Appendix. Curvature-induced vibrational excitation by semiclassical perturbation theory

A.1 Premises and conventions

(i) The nuclei move on one Born–Oppenheimer surface V(x) above a rigid lattice. The F coordinates x are mass weighted (amu^½ Å), so all masses are one and momenta equal velocities.
(ii) The reference curve a(s) is the minimum-energy path, with arc length s increasing towards the gas phase. On it the gradient of V is parallel to the tangent.
(iii) V is harmonic across the path.
(iv) Motion along s is classical, passes above the barrier without turning back, and is not altered by the vibrations it excites.
(v) The curvature is kept to first order.
(vi) Each frequency changes little in one period: |dω/dt| ≪ ω².
A prime means d/ds, and ω is an angular frequency.

A.2 The reaction-path Hamiltonian

Let L_F = a′ be the unit tangent and L_k(s), k = 1 … F−1, the orthonormal eigenvectors of the Hessian projected on the space normal to it, with eigenvalues ω_k². Write x = a(s) + Σ_k Q_k L_k(s). By (ii) V has no term linear in Q, and by (iii) V = V₀(s) + ½ Σ_k ω_k² Q_k².

Define B_kl = L_k′·L_l for k, l = 1 … F. Differentiating L_k·L_l = δ_kl shows that B is antisymmetric. In particular B_kF = −L_k·a″. Since a″ points to the centre of curvature, B_kF > 0 when +Q_k points to the outside of the bend, and Σ_k B_kF² = κ², the squared curvature. Expanding L_k′ in the basis gives, with sums over k, l < F,

dx/dt = ṡ η L_F + Σ_l (Q̇_l + ṡ Σ_k Q_k B_kl) L_l,  η = 1 + Σ_k Q_k B_kF.

The kinetic energy is T = ½ ṡ²η² + ½ Σ_l (Q̇_l + ṡ Σ_k Q_k B_kl)². Its derivatives give P_l = Q̇_l + ṡ Σ_k Q_k B_kl and p_s = ṡη² + Σ_kl Q_k P_l B_kl. Eliminating the velocities yields the Hamiltonian of Miller, Handy and Adams (1980), here without overall rotation because the lattice is fixed:

H = [p_s − Σ_kl Q_k P_l B_kl]²/(2η²) + V₀(s) + ½ Σ_k (P_k² + ω_k² Q_k²).  (A1)

A.3 First order in the couplings

With η⁻² = 1 − 2 Σ_k Q_k B_kF + …, (A1) becomes H₀ + H₁ + …, where H₀ is (A1) at B = 0 and

H₁ = −p_s² Σ_k B_kF Q_k − p_s Σ_kl Q_k P_l B_kl.  (A2)

The first term is linear in Q_k. It is a force on mode k,

f_k = −∂H₁/∂Q_k = B_kF p_s²,  (A3)

the centrifugal force (speed)²/(radius), directed to the outside of the bend. The second, Coriolis, term is bilinear in two different modes. In first order it moves a quantum between modes or creates a pair of quanta in modes k and l, and it exerts no mean force on modes in their ground state. It is left out below; in the setting of A.8 it vanishes by symmetry for the driven mode.

Under H₀ and (vi) each n_k is conserved, and averaging H₀ over the vibrational state gives

ṡ = p_s,  p_s² = 2[E − V₀(s) − Σ_k ħω_k(s)(n_k + ½)].  (A4)

By (iv) this s(t) is inserted in f_k and ω_k. Each mode is then an independent driven oscillator, H_k(t) = ½P² + ½ω(t)²Q² − f(t)Q; the index k is dropped.

A.4 The driven oscillator

Define the instantaneous lowering operator â = (ωQ + iP)/√(2ħω), with [â, â†] = 1 at all times. The Heisenberg equations are Q̇ = P and Ṗ = −ω²Q + f. They contribute −iωâ + if/√(2ħω) to dâ/dt. The explicit dependence on ω contributes (ω̇/2ω)(ωQ − iP)/√(2ħω) = (ω̇/2ω)â†. With φ(t) = ∫^t ω dt′ and b̂ = â e^(iφ),

db̂/dt = i f e^(iφ)/√(2ħω) + (ω̇/2ω) e^(2iφ) b̂†.  (A5)

This is exact for H_k(t). Premise (vi) drops the last term, whose size is found in A.7(c). The rest is a c-number, so b̂(+∞) = b̂(−∞) + α with

α = i (2ħ)^(−½) ∫ dt f ω^(−½) e^(iφ).  (A6)

Let the Heisenberg state |0⟩ be the initial ground state, b̂(−∞)|0⟩ = 0. Then b̂(+∞)|0⟩ = α|0⟩. Expand |0⟩ = Σ c_n |n⟩ in eigenstates of the final number operator b̂†b̂(+∞). Since b̂|n⟩ = √n |n−1⟩, the eigenvalue equation reads √(n+1) c_(n+1) = α c_n, hence c_n = c₀ αⁿ/√(n!), and normalisation gives |c₀|² = exp(−|α|²). The final distribution is Poisson:

P_n = exp(−n̄) n̄ⁿ/n!,
n̄_k = |α|² = (1/2ħ) | ∫ dt B_kF p_s² ω_k^(−½) exp(i∫^t ω_k dt′) |².  (A7)

With dt = ds/p_s no trajectory is needed:

n̄_k = (1/2ħ) | ∫ ds B_kF p_s ω_k^(−½) exp(i∫^s ω_k ds′/p_s) |².  (A8)

First order refers to the force. The oscillator responds to it to all orders, which is why the P_n sum to one. The lower limit of φ changes only the phase of α.

A.5 The adiabatic limit

Change the variable in (A7) to φ, so that the integral is ∫ dφ g(φ) e^(iφ) with g = f ω^(−3/2). If g is analytic in a strip about the real axis and decays at both ends, the contour can be raised to the nearest singularity φ_c in the upper half plane, where |e^(iφ)| = exp(−Im φ_c). Then n̄ ∝ exp(−2 Im φ_c), up to a prefactor that is at most algebraic for a pole or branch point. For a force that lasts a time τ the singularity lies at Im t of order τ, so Im φ_c is of order ωτ, and the excitation is exponentially small for τ ≫ 1/ω.

Analyticity is necessary. If f jumps by Δf, integration by parts leaves n̄ ≈ Δf²/(2ħω³), a power law. The same end term appears when (A7) is cut off at a point where f ≠ 0. It is the energy f²/(2ω²) of the static displacement f/ω², so the label n = 0 must be assigned where f is negligible, for example at a saddle crossed with small p_s.

A solvable case has one transverse mode, constant ω, constant p_s = v, and

B(s) ≡ κ(s) = κ₀ sech(s/σ),  κ₀ = Θ/(πσ),

where Θ = ∫ κ ds is the angle through which the planar path turns. Closing the contour over the poles of sech gives ∫ sech(y) e^(iλy) dy = π sech(πλ/2), so that

κ̃(q) ≡ ∫ κ e^(iqs) ds = Θ sech(πqσ/2).

With τ = σ/v and E_s = v²/2, (A8) is n̄ = v²|κ̃(ω/v)|²/(2ħω), that is

n̄ = Θ² (E_s/ħω) sech²(πωτ/2) → 4Θ² (E_s/ħω) exp(−πωτ) for large ωτ.  (A9)

The pole at t₀ = iπτ/2 has 2 Im φ_c = πωτ, as the general argument requires.

A.6 Higher orders in the curvature

The local expansion parameter is κQ. For the static displacement κ₀v²/ω² it equals ε² = (κ₀v/ω)². For the zero-point amplitude Q₀ = √(ħ/2ω), the cubic term −2κ³p_s²Q³ of the expansion of p_s²/(2η²) has ⟨1|Q³|0⟩ = 3Q₀³ and changes the 0→1 matrix element by the fraction 6κ²Q₀².

A small ε does not suffice, because the first-order amplitude is itself exponentially small. This can be shown on the classical motion of the model, started from Q = P = 0. Let u = p_s/η and e = ½(Q̇² + ω²Q²). From (A1), Q̈ + ω²Q = κu²/η, ṡ = u/η and u² = v² − 2e. The final energy is |A|²/2 with A = ∫ dt (κu²/η) e^(iωt), and dt = η ds/u gives exactly

A = ∫ ds κ u exp[iωt(s)],  t(s) = s/v + ∫_(−∞)^s (η/u − 1/v) ds′.

To second order u = v(1 − e/v²) and η/u − 1/v = (κQ + e/v²)/v, so through third order

A = v ∫ ds κ e^(iωs/v) { 1 − e/v² + (iω/v) ∫^s (κQ + e/v²) ds′ },  (A10)

with Q and e from first order. Let γ = Θ/π.

Sudden limit, ω → 0. The particle flies straight, u = v cos θ(s) with θ′ = κ, and A = v sin Θ, whereas first order gives vΘ. The relative correction is −Θ²/6 = −(π²/6)γ². First order violates energy conservation here when Θ > 1, since it gives n̄ħω = Θ²E_s.

Adiabatic limit, ωτ → ∞. Set t = s/v. For Ωτ ≫ 1, sech(πΩτ/2) ≈ 2 exp(−πΩτ/2) = 2 exp(iΩt₀), so the positive-frequency part of the inverse transform is κv = γω ∫₀^∞ dK e^(−iKx), with K = Ω/ω and x = ω(t − t₀). The amplitude A selects total frequency K = 1. Every partition of it among positive frequencies carries the same exponential, while partitions with a negative frequency are confined to edges of relative width 1/(ωτ) and are dropped. The component of Q is (vγ/ω)/(1 − K²). Convolution with the flat spectrum of κ gives γ² artanh K for κQ. From de/dt = fQ̇, the component of e/v² is γ² K⁻¹ ∫₀^K k dk/(1 − k²) = γ² ℓ(K)/K, with ℓ = −½ ln(1 − K²). The operation iω∫dt multiplies a component by −1/K. A last convolution with κ integrates K from 0 to 1:

δA/A = −γ² ∫₀¹ dK [ ℓ/K + artanh(K)/K + ℓ/K² ] = −γ² [π²/24 + π²/8 + ln 2] = −(π²/6 + ln 2) γ².  (A11)

The three values follow from the series of ℓ and artanh integrated term by term. The coefficient of −γ² is thus 1.64 in the sudden and 2.34 in the adiabatic limit. It does not vanish for slow passage: the exponent of (A9) survives, but the prefactor is accurate only for small Θ/π.

A.7 Recoil, closed channels and changing frequency

(a) Premise (iv) can be tested by quantising s in the model. The Laplacian is η⁻¹∂_s η⁻¹∂_s + η⁻¹∂_Q η ∂_Q with volume element η ds dQ. Writing ψ = η^(−½)χ makes the measure flat. The Q part becomes ∂_Q² + κ²/(4η²), whose extra term is of second order. The s part becomes, to first order, ∂_s(1 − 2κQ)∂_s − ½κ″Q. Hence H₁ = Q(−p̂κp̂ + ħ²κ″/4) with p̂ = −iħ∂_s. Between exp(ik_i s)|0⟩ and exp(ik_f s)|1⟩, with q = k_i − k_f,

M = −Q₀ κ̃(q) ħ² (k_i k_f + q²/4) = −Q₀ κ̃(q) v̄²,  v̄ = (v_i + v_f)/2,  v = ħk.

Energy conservation, v_i² − v_f² = 2ħω, gives q = ω/v̄. The outgoing Green function −i exp(ik_f|s − s′|)/(ħ²k_f) gives the amplitude −iM/(ħ²k_f), and the flux ratio k_f/k_i gives |M|²/(ħ²v_i v_f):

P(0→1) = [v̄²/(2ħω)] |κ̃(ω/v̄)|² · v̄²/(v_i v_f).  (A12)

This first Born result is n̄ evaluated at the mean of the initial and final speeds, times v̄²/(v_i v_f). It is symmetric in i and f, as microscopic reversibility demands, and tends to (A9) for E_s ≫ ħω. It fails at threshold, where v_f → 0. In the adiabatic regime the replacement v → v̄ acts in the exponent, which grows by the fraction v/v̄ − 1 ≈ ħω/(4E_s), so (A9) needs πωτ · ħω/(4E_s) ≪ 1.

(b) Levels with nħω > E_s are closed, but (A7) populates them.

(c) To first order the last term of (A5) adds β b̂†(−∞) to b̂(+∞), with β = ∫ dt (ω̇/2ω) e^(2iφ). The state then obeys (b̂ − βb̂†)|0⟩ ≈ α|0⟩, so c₂ = c₀(α² + β)/√2: the n = 2 population is Poisson only if |β| ≪ n̄. For ln ω = const + (Λ/2) tanh(t/τ), and φ ≈ ωt with the central frequency, ∫ sech²(y) e^(iλy) dy = πλ/sinh(πλ/2) at λ = 2ωτ gives

|β| = (Λ/2) πωτ / sinh(πωτ).  (A13)

The same term, acting on the c-number part of b̂†, corrects α itself. Its phase e^(2iφ)e^(−iφ) is that of (A6), so the correction has no extra exponential suppression; for ωτ near one its relative scale is max(ω̇/2ω²) = Λ/(4ωτ).

A.8 Illustration: associative desorption of H₂ from Cu(111)

Take the molecule parallel to the surface with its centre over a bridge site and the atoms coming from the two neighbouring hollow sites. If the difference between fcc and hcp hollows is neglected, the path has C₂ᵥ symmetry and lies in the plane (√M Z, √μ r), with Z the height, r the bond length, M = 2.016 amu and μ = 0.504 amu. The other four modes are not totally symmetric, so their B_kF and their Coriolis couplings to the in-plane mode vanish. The in-plane mode becomes the H–H stretch in the gas. The path starts mainly along r and ends along Z, so Θ ≤ π/2 for a path that bends in one sense.

Approximate values typical of calculated surfaces are a barrier of 0.6 eV above the gas-phase minimum and r ≈ 1.03 Å at the saddle. For free H₂, r ≈ 0.74 Å and the quantum is about 0.52 eV. The model inputs, chosen on these scales and fitted to nothing, are Θ = 1 rad (the tangent at the saddle is taken as already tilted), σ = 0.20 amu^½ Å, E_s = 0.60 eV and a softened quantum ħω = 0.40 eV (3226 cm⁻¹) in the bend. The constant speed amounts to releasing the barrier energy before the bend. The smallest radius is 1/κ₀ = 0.63 amu^½ Å, and an arc of this radius moves sideways by (1 − cos Θ)/κ₀ = 0.29 amu^½ Å, of the order of the bond contraction √μ Δr = 0.21 amu^½ Å.

Then v = 0.108 amu^½ Å/fs, ω = 0.608 fs⁻¹, τ = 1.86 fs, ωτ = 1.13, sech²(πωτ/2) = 0.109 and E_s/ħω = 1.5. Equation (A9) gives

n̄ = 0.16,  P₀ = 0.85,  P₁ = 0.14,  P₂ = 0.011,

and its exponential form gives 0.17. The neglected terms have these sizes.

Lattice motion. The measured bulk Debye temperature of Cu, 343 K (temperature not stated; as listed by Wikipedia), corresponds to ħω_D = 29.6 meV and ω_D τ = 0.083. The mass ratio M/m_Cu is 0.032 for m_Cu = 63.55 amu. The lattice is thus nearly frozen during the passage, and its thermal displacements enter as a static spread of the inputs. Electron–hole pair excitation is excluded by (i) and is not estimated here.

Local curvature terms. κ₀ = 1.59 amu^(−½) Å⁻¹, Q₀ = 0.072 amu^½ Å, κ₀Q₀ = 0.115, 6κ₀²Q₀² = 0.08 and ε² = 0.08.

Third order. The amplitude falls by the fraction 0.17 in the sudden and 0.24 in the adiabatic limit, which multiplies n̄ by 0.69 and 0.58. For Θ = π/2 the fractions are 0.41 and 0.58, and the expansion is no longer quantitative.

Changing frequency. For a rise from 0.30 eV (a model value) to 0.52 eV over the same τ, Λ = 0.55, Λ/(4ωτ) = 0.12 and |β| = 0.056. The added mean |β|² = 0.003 is small, but |β|/n̄ = 0.34 alters the n = 2 amplitude appreciably.

Recoil. v_f = 0.062 and v̄ = 0.085 amu^½ Å/fs, ωσ/v̄ = 1.43, sech²(πωσ/2v̄) = 0.043, v̄²/(2ħω) = 0.93 and v̄²/(v_i v_f) = 1.08, so (A12) gives P(0→1) = 0.044, almost four times below n̄, its counterpart at the same order. Backward scattering, k_f → −k_f in M, is below 10⁻⁶ of this. The level n = 2 needs 0.80 eV and is closed, so P₂ above is spurious.

The dependence on the assumed quantum, other inputs fixed:

ħω (eV) | ωτ | n̄, (A9) | P(0→1), (A12)
0.30 | 0.85 | 0.49 | 0.24
0.40 | 1.13 | 0.16 | 0.044
0.50 | 1.41 | 0.056 | 0.0053

If the third-order factor at this ωτ lies between its two limits and may be multiplied into (A12), neither of which is proved here, the central case gives P(0→1) of about 0.03. The model supports a probability of a few per cent per passage, with an order-of-magnitude dependence on the frequency in the bend. This number refers to molecules that cross the saddle with n = 0. The total n = 1 population of the desorbing flux also contains molecules that cross in n = 1 and stay there, which transition-state theory on the n = 1 adiabatic curve counts separately.

A.9 Range of validity

Equation (A7) holds quantitatively when all of the following are met:
1. κQ ≪ 1 for the driven and zero-point amplitudes, (κp_s/ω)² ≪ 1 and 6κ²ħ/(2ω) ≪ 1. At η = 0 the coordinates themselves become singular.
2. The turning angle is small, about 2(Θ/π)² ≪ 1 by A.6, at any speed. For larger Θ and slow passage only the exponent is reliable.
3. E_s ≫ ħω max(1, n̄), and in the adiabatic regime πωτ ħω/(4E_s) ≪ 1. Otherwise the mean speed of (A12) must replace v and the Poisson tail must be discarded.
4. |ω̇| ≪ ω², and |β| ≪ n̄ for the populations with n ≥ 2.
5. The transverse potential is harmonic over the levels populated, Coriolis coupling is weak or forbidden by symmetry, p_s has no zero between the end points, and f is negligible at both of them.

For H₂ leaving Cu(111), conditions 1 and 4 cost about ten per cent in amplitude, condition 2 a few tens of per cent in n̄, and condition 3 a factor near four. There (A7) identifies the mechanism and its exponential dependence on ωτ, but not the absolute population.